\textbf{Student.} You claim one condition fixes the roughening temperature of any crystal face. Heights on Ag(110) come in whole layers, so why should a continuum formula apply?

\textbf{Lecturer.} Start discrete. Put $h_i=d\,n_i$ on a square lattice, with integers $n_i$, layer spacing $d$, energy $\tfrac{J}{2}\sum_{\langle ij\rangle}(n_i-n_j)^2$ and bare stiffness $S_0=J/d^2$. Poisson summation at each site,
\begin{equation}
\sum_{n} f(n)=\sum_{q}\int d\phi\, f(\phi)\,e^{2\pi i q\phi},
\end{equation}
leaves Gaussian integrals, which give the weight $\exp[-2\pi^2(kT/J)\sum_{ij}q_iG_{ij}q_j]$. Here $k$ is Boltzmann's constant and $G$ the lattice Green function. $G(0)$ diverges with system size, which forces $\sum_i q_i=0$. With distances in lattice units, $G(0)-G(r)\simeq(\ln r+c_0)/2\pi$ at large $r$, where $c_0=\gamma_E+\tfrac32\ln2=1.617$ and $\gamma_E$ is Euler's constant. Using that form for all pairs,
\begin{equation}
Z\propto\sum_{\{q\}}{}'\exp\Big[\Delta\sum_{i\neq j}q_iq_j\ln r_{ij}-c_0\Delta\sum_i q_i^2\Big],\qquad \Delta=\frac{\pi kT}{S_0d^2}.
\end{equation}
The prime restricts the sum to neutral configurations. This is the Coulomb gas of Chui and Weeks (1976). Its coupling grows with $T$, so the hot, rough surface is the phase of bound pairs. Keeping only $q=\pm1$ gives the sine-Gordon model $\int d^2r\,[\tfrac{S}{2}(\nabla h)^2-V\cos(2\pi h/d)]$. A pair weighs $r^{-2\Delta}$, so the cosine has dimension $\Delta$.

\textbf{Student.} Dropping $q=\pm2$ looks arbitrary.

\textbf{Lecturer.} Their dimension is $4\Delta$, which is 8 where it matters, at $\Delta=2$. There the unit charges have fugacity $e^{-2c_0}=0.039$, small enough to expand in. With $x=\Delta-2$, a rescaled fugacity $y$ and length scale $e^{\ell}$, Kosterlitz's flow reads
\begin{equation}
\frac{dx}{d\ell}=-y^2,\qquad \frac{dy}{d\ell}=-xy .
\end{equation}
Screening lowers $\Delta$, so the pinning stiffens the surface. The critical trajectory ends at $x=y=0$. In terms of the long-wavelength stiffness $S$, approached from the rough side,
\begin{equation}
kT_R=\frac{2}{\pi}S(T_R)\,d^2,\qquad \langle[h(r)-h(0)]^2\rangle\simeq\frac{kT}{\pi S}\ln r\;\to\;\frac{2d^2}{\pi^2}\ln r .
\end{equation}
The flow conserves $x^2-y^2=-C$, and just below $T_R$, $C\propto t=(T_R-T)/T_R$. Then $dx/d\ell=-(x^2+C)$, and crossing $x=0$ takes $\ell^*\simeq\pi/\sqrt{C}$. The correlation length is $\xi\sim e^{\ell^*}$, and the step free energy per length scales as $kT/\xi\sim\exp(-c/\sqrt{t})$ with a nonuniversal $c$.

\textbf{Student.} But (110) has close-packed rows along $[1\bar10]$. It has no single stiffness.

\textbf{Lecturer.} It has two, $S_x=\gamma+\partial^2\gamma/\partial\theta_x^2$ and likewise $S_y$, with $\gamma$ the surface free energy per area and $\theta_{x,y}$ the tilt angles. An area-preserving stretch of the axes makes the gradient term isotropic, with $S=\sqrt{S_xS_y}$.

\textbf{Student.} And $S(T_R)$ is unknown until you know $T_R$. That is circular.

\textbf{Lecturer.} It is a relation between two quantities, and it can be used both ways. Inverted at the melting point, it gives
\begin{equation}
S_m=\frac{\pi kT_m}{2d^2},
\end{equation}
the largest stiffness a face can have if it is rough at $T_m$. Used forward, it needs a guess. The crudest model sets $S=\gamma$, independent of face and temperature, so $T_R^{\rm mod}/T_m=\gamma/S_m$. I take approximate inputs: lattice constants $a=4.09$, $3.61$, $3.52$~\AA, melting points $1235$, $1358$, $1728$~K and typical $\gamma=1.2$, $1.8$, $2.4$~J/m$^2$ for Ag, Cu and Ni. In fcc, $d^2=a^2/3$, $a^2/4$, $a^2/8$ for (111), (100), (110). On these unreconstructed faces a lattice translation carries each layer into the next, so the period of the cosine is one layer.

\begin{center}
\begin{tabular}{lcccc}
\hline
Face & $d^2$ (\AA$^2$) & $S_m$ (J/m$^2$) & $T_R^{\rm mod}$ ($10^3$ K) & $T_R^{\rm mod}/T_m$\\
\hline
Ag(111) & 5.58 & 0.48 & 3.1 & 2.5\\
Ag(100) & 4.18 & 0.64 & 2.3 & 1.9\\
Ag(110) & 2.09 & 1.3 & 1.2 & 0.9\\
Cu(110) & 1.63 & 1.8 & 1.4 & 1.0\\
Ni(110) & 1.55 & 2.4 & 1.7 & 1.0\\
\hline
\end{tabular}
\end{center}

\textbf{Student.} You used a room-temperature $a$ near melting.

\textbf{Lecturer.} With the compiled expansion coefficient of Ag, $18.9\times10^{-6}$~K$^{-1}$ at 293~K (Kaye and Laby Online, NPL), held constant, $d^2$ grows by about 4 per cent up to $T_m$. That is minor beside the guess for $S$, and it is one reason to stop at two figures.

Now read the trends. Among the silver faces only $d^2$ changes, so the model temperatures stand as $8:6:3$. Halving $d^2$ doubles $\Delta$ at given $T$ and $S$: a finer washboard is averaged out by smaller height fluctuations. In the model only the open face roughens before melting. Among the (110) faces,
\begin{equation}
\frac{T_R^{\rm mod}}{T_m}=\frac{\gamma a^2}{4\pi kT_m},
\end{equation}
and both $\gamma a^2$ and $kT_m$ follow the bond strength. Ni has the smallest $d$, but twice the $\gamma$ of Ag, so its absolute temperature is highest while the ratio hardly moves.

\textbf{Student.} Is $S=\gamma$ even right in direction?

\textbf{Lecturer.} For (110) it is probably generous. In a nearest-neighbour broken-bond model $\gamma\propto\sum_b|\mathbf n\cdot\mathbf b|$, summed over the six bond directions of type $(1,1,0)$. Tilt toward $[001]$, with $\mathbf n=(\cos\theta/\sqrt2,\cos\theta/\sqrt2,\sin\theta)$. For $|\tan\theta|<1/\sqrt2$ the sum is $3\sqrt2\cos\theta$. It has no cusp, so steps along the rows cost nothing, and $\gamma+\gamma''=0$. The real stiffness in that direction comes from longer-range and many-body forces and from step entropy, and it pulls the geometric mean down. Also, $\gamma$ itself falls on heating.

\textbf{Student.} Then how far off is the table?

\textbf{Lecturer.} Those temperatures belong to the model, not to the metals. As typical knowledge, roughening of Ag(110) is placed at roughly 700 to 900~K, and that of Cu(110) and Ni(110) near three quarters of $T_m$, so the model runs high by a factor of 1.3 to 1.7 for silver and about 1.3 for the other two. Dividing the (100) and (111) ratios by 1.7 leaves 1.1 and 1.5, so the model still keeps them flat up to melting, (100) narrowly. The amplitude of the logarithm at $T_R$ needs no guess for $S$. It is $0.203\,d^2$ on every face, or $0.42$~\AA$^2$ for Ag(110) with the room-temperature spacing.